In a thin metal slab the levels around the Fermi level often lie only a few hundredths to tenths of an electronvolt apart. One way to pick a surface state out of this crowd is to follow a level from one point of the surface zone to the next. The table below does this for a seven-plane tantalum slab, calculated with a standard gradient-corrected functional and without spin-orbit coupling. Two points between M and X are left open: can they be foretold from their neighbours?

Ansatz 0.2.0, PBE with plane waves (420 eV cutoff) and PAW, scalar-relativistic and without spin polarisation, for a relaxed seven-plane slab of body-centred cubic Ta with (100) faces. The self-consistent k mesh is 10×10×1, with Gaussian smearing of 0.1 eV. Outer orbital weights are Löwdin weights on the two outermost planes of both faces together.

| point label | point a (reciprocal cell vectors) | point b (reciprocal cell vectors) | level b1 from the Fermi level (eV) | outer orbital weight b1 | level b2 from the Fermi level (eV) | outer orbital weight b2 | level a1 from the Fermi level (eV) |
| --- | --- | --- | --- | --- | --- | --- | --- |
| X | 0.5000 | 0.0000 | -0.040 | 0.400 | -1.010 | 0.800 | 0.050 |
| between | 0.4167 | 0.0000 | -0.060 | 0.520 | -0.800 | 0.720 | 0.010 |
| between | 0.3333 | 0.0000 | -0.080 | 0.280 | -0.500 | 0.560 | 0.140 |
| between | 0.2500 | 0.0000 | -0.310 | 0.700 | -0.460 | 0.360 | 0.170 |
| between | 0.1667 | 0.0000 | -0.340 | 0.720 | -0.380 | 0.600 | 0.020 |
| between | 0.0833 | 0.0000 | -0.110 | 0.840 | -0.170 | 0.800 | 0.060 |
| G | 0.0000 | 0.0000 | -0.030 | 0.880 | -0.070 | 0.880 | 0.480 |
| between | 0.0833 | 0.0833 | -0.140 | 0.480 | -0.340 | 0.820 | 0.150 |
| between | 0.1667 | 0.1667 | -0.230 | 0.480 | -0.330 | 0.260 | 0.070 |
| between | 0.2500 | 0.2500 | -0.620 | 0.720 | -0.680 | 0.300 | 0.480 |
| between | 0.3333 | 0.3333 | -0.760 | 0.380 | -0.810 | 0.200 | 0.620 |
| between | 0.4167 | 0.4167 | -0.100 | 0.480 | -0.750 | 0.520 | 0.140 |
| M | 0.5000 | 0.5000 | -0.590 | 0.520 | -0.590 | 0.520 | 0.510 |
| between | 0.5000 | 0.4167 | -0.720 | 0.480 | -0.730 | 0.580 | 0.240 |
| between | 0.5000 | 0.3333 | -0.200 | 0.320 | -0.330 | 0.560 | 0.750 |
| between | 0.5000 | 0.2500 | -0.240 | 0.720 | -0.540 | 0.240 | 0.150 |
| between | 0.5000 | 0.1667 | ? | ? | ? | ? | ? |
| between | 0.5000 | 0.0833 | ? | ? | ? | ? | ? |

The labels b1 and b2 mean the first and second level below the Fermi level, and a1 means the first above it. The outer orbital weight is the part of a level found on the atomic orbitals of the two outermost planes of both faces. At X, b2 stands out: it lies at -1.010 eV, almost one electronvolt below b1, and has a weight of 0.80. Over the next two points towards G the level in second place climbs to -0.500 eV, while its weight falls to 0.56.

Whether 0.80 is a high weight depends on what an ordinary level would show. Four of the seven planes count as outer, so an evenly spread level has about 0.57 if the atomic orbitals catch all of it. The weights aren't renormalised, so they come out low for a level that spills into vacuum or into shells the dataset lacks. A simple standing wave across the slab can do better: in the second one, the seven planes carry weights in the ratio 0.5, 1, 0.5, 0, 0.5, 1, 0.5, and the outer four hold three quarters of the total. At 0.80, the level at X lies slightly above even that, which makes it a candidate for a surface state. It is no more than a candidate, because tantalum's d levels needn't follow so simple a wave: it could also be a resonance that reaches into the slab, or an ordinary slab level.

Symmetry helps with the points near X. A mirror plane turns a step from X towards M into an equal step the other way, so an isolated level has the same energy on both sides and must start out flat. The simplest periodic curve of this kind is $E = E_0 + A(1-\cos 2\pi q)$, where $q$ is the distance from X in reciprocal cell vectors, $E_0$ the energy at X and $A$ the rise by $q=0.25$. It was fitted, separately for b1, b2 and the weight of b2, to five known rows: X, its three nearest neighbours towards G, and the point (0.5, 0.25) towards M. Using one $A$ for both directions is an assumption, because they are not equivalent at X.

For b2 at (0.5, 0.0833), which was not part of the fit, the angle $2\pi q$ is 30 degrees and the bracket is 0.134. With $E_0=-0.89$ eV and $A=0.44$ eV, the energy is $-0.89+0.44\times0.134=-0.83$ eV. The fitted $E_0$ lies 0.12 eV above the computed level at X, so the curve is rough even where it starts. A cosine drawn only through X and the known point (0.5, 0.25) would put it lower, at -0.95 eV. The same recipe came out too low at both points where it could be tried on the way to G, so the shared curve was preferred.

The forecast for (0.5, 0.0833) is therefore b1 at -0.05 ± 0.10 eV, necessarily not above zero, and b2 at -0.83 ± 0.25 eV with a weight of 0.73 ± 0.15. The wide opening between b1 and b2 should persist there.

For (0.5, 0.1667) the forecast is b1 at -0.14 ± 0.10 eV, and b2 at -0.67 ± 0.25 eV with a weight of 0.55 ± 0.15. These ranges are judgements based on a five-row fit. The main risk is that a level crosses the Fermi level, because b1 and b2 are places in a queue and a crossing renumbers everyone in it.

The withheld rows as computed:

| point label | point a (reciprocal cell vectors) | point b (reciprocal cell vectors) | level b1 from the Fermi level (eV) | outer orbital weight b1 | level b2 from the Fermi level (eV) | outer orbital weight b2 | level a1 from the Fermi level (eV) |
| --- | --- | --- | --- | --- | --- | --- | --- |
| between | 0.5000 | 0.1667 | -0.220 | 0.350 | -0.220 | 0.350 | 0.120 |
| between | 0.5000 | 0.0833 | -0.840 | 0.580 | -1.110 | 0.220 | 0.010 |

Of the six forecasts, one holds. At (0.5, 0.1667) b1 lies at -0.220 eV, inside its range, but b2 has the same energy to the two decimals resolved, 0.45 eV above its forecast. Its weight of 0.35 is also too low.

At (0.5, 0.0833) all three forecasts fail. The level b1 is at -0.840 eV instead of just below zero, a miss of 0.79 eV. The level b2, at -1.110 eV, falls slightly outside its range, and its weight is 0.22 where 0.73 was forecast. The two are only 0.27 eV apart.

The large miss has a simple explanation in the queue. At X, b1 sits only 0.040 eV below the Fermi level. To become the level at -0.840 eV it would have to plunge by 0.8 eV in one short step, although symmetry makes it start out flat. A rise of a few hundredths of an electronvolt is enough to carry it across the Fermi level instead, and the old b2 then moves up to first place. The first level above, a1, does lie at only 0.010 eV there, so the wide opening seen at X persists, now between a1 and b1. Continuity argues for this reading, though the table doesn't trace the bands one by one.

The energies fit such a renumbering. The forecast for b2, -0.83 eV, is close to where b1 turned up, so the curve may have found the right level under the wrong label. That the two agree so closely is partly luck, since the curve misses the level at X by 0.12 eV. The new b2, with its low weight, doesn't look like the surface-rich level at X and was probably third in the queue there. The outer weight of the level at -0.840 eV supports the reading only weakly. At 0.58 it is well above the 0.22 of the new b2, but it is also below the forecast of 0.73 and about what an evenly spread level would show if nothing were lost. Such losses could hide part of a surface level's weight, both here and in the new b2.

The same reasoning changes how the b1 curve should be judged. If the old b1 has become a1 at (0.5, 0.0833), it lies only 0.06 eV above its forecast, so the curve may have followed the band and lost only the label. The one success, at (0.5, 0.1667), can't confirm this, because two levels share that energy and neither need be the old b1. Nor do the energies show whether one of the two continues the surface-rich level from X. That level may instead lie lower in the queue, beyond the two places listed, which would explain why b2 was found so far above its forecast. The weights may not settle it either, because levels within 1.5 meV of each other are given a common average.

The error bars were thus of the wrong kind. The range for b1 already reached the Fermi level, and at X a1 lies only 0.050 eV above it. The level forecast as b2 therefore needed three possible places in the queue: second if nothing crosses, first if b1 rises through the Fermi level, and third if a1 falls through it. In any such slab, a level closer to the Fermi level than the uncertainty of its forecast makes the numbering of all levels below it unsafe. Numbering the levels from the lowest one up removes this fault, but two levels can still swap places where they cross. It is therefore best to follow energy and surface weight together, with closely spaced points wherever levels come near each other.

For real tantalum this caution goes further. Spin-orbit coupling can shift or split such levels by tenths of an electronvolt, several times the 0.040 eV that separates b1 from the Fermi level at X. Where the crossing occurs, and whether it occurs at all, should therefore not be taken from this calculation. The planes are stacked as in ordinary body-centred cubic tantalum, but there are only seven of them. Levels that spread through the slab shift with its thickness, so they shouldn't be matched one by one with measurements on the thick metal. The output printed after the text gives the fits and the misses.

The analysis program printed:

```
Outer weight of an evenly spread state, before spill losses: 0.5714
Highest outer weight of a simple standing wave on seven planes: 0.75
Known first levels below with weight above that standing wave (count): 2
Known second levels below with weight above that standing wave (count): 4
Splitting of the two levels below at G (eV): 0.04
Distance between first and second level below at X (eV): 0.97
fit of level_b1 on 5 rows (nearX): constant -0.01827 +/- 0.035, coefficient of bend -0.2425 +/- 0.051; rms 0.0373, worst between -0.0595, leave-one-out rms 0.059
  rows outside the fit (model, value, miss): between -0.3819, -0.34, -0.0419; between -0.4707, -0.11, -0.361; G -0.5032, -0.03, -0.473; between -0.4707, -0.14, -0.331; between -0.3819, -0.23, -0.152; between -0.2607, -0.62, 0.359; between -0.1395, -0.76, 0.62; between -0.05073, -0.1, 0.0493; M -0.5032, -0.59, 0.0868; between -0.4707, -0.72, 0.249; between -0.3819, -0.2, -0.182; between -0.1395, -0.22, 0.0805; between -0.05073, -0.84, 0.789
fit of level_b2 on 5 rows (nearX): constant -0.8933 +/- 0.095, coefficient of bend 0.439 +/- 0.14; rms 0.102, worst between -0.174, leave-one-out rms 0.163
  rows outside the fit (model, value, miss): between -0.2348, -0.38, 0.145; between -0.07399, -0.17, 0.096; G -0.01521, -0.07, 0.0548; between -0.07399, -0.34, 0.266; between -0.2348, -0.33, 0.0952; between -0.4543, -0.68, 0.226; between -0.6737, -0.81, 0.136; between -0.8345, -0.75, -0.0845; M -0.01521, -0.59, 0.575; between -0.07399, -0.73, 0.656; between -0.2348, -0.33, 0.0952; between -0.6737, -0.22, -0.454; between -0.8345, -1.11, 0.275
fit of w2 on 5 rows (nearX): constant 0.7965 +/- 0.036, coefficient of bend -0.4945 +/- 0.053; rms 0.0386, worst between 0.062, leave-one-out rms 0.0703
  rows outside the fit (model, value, miss): between 0.05487, 0.6, -0.545; between -0.1263, 0.8, -0.926; G -0.1925, 0.88, -1.07; between -0.1263, 0.82, -0.946; between 0.05487, 0.26, -0.205; between 0.302, 0.3, 0.00202; between 0.5492, 0.2, 0.349; between 0.7303, 0.52, 0.21; M -0.1925, 0.52, -0.712; between -0.1263, 0.58, -0.706; between 0.05487, 0.56, -0.505; between 0.5492, 0.35, 0.199; between 0.7303, 0.22, 0.51
Rival forecast of second level below at (0.5, 0.1667) (eV): -0.7749
Rival forecast of second level below at (0.5, 0.0833) (eV): -0.9471
Rival tried at (0.4167, 0), prediction less computed second level (eV): -0.1364
Rival tried at (0.3333, 0), prediction less computed second level (eV): -0.2349
```
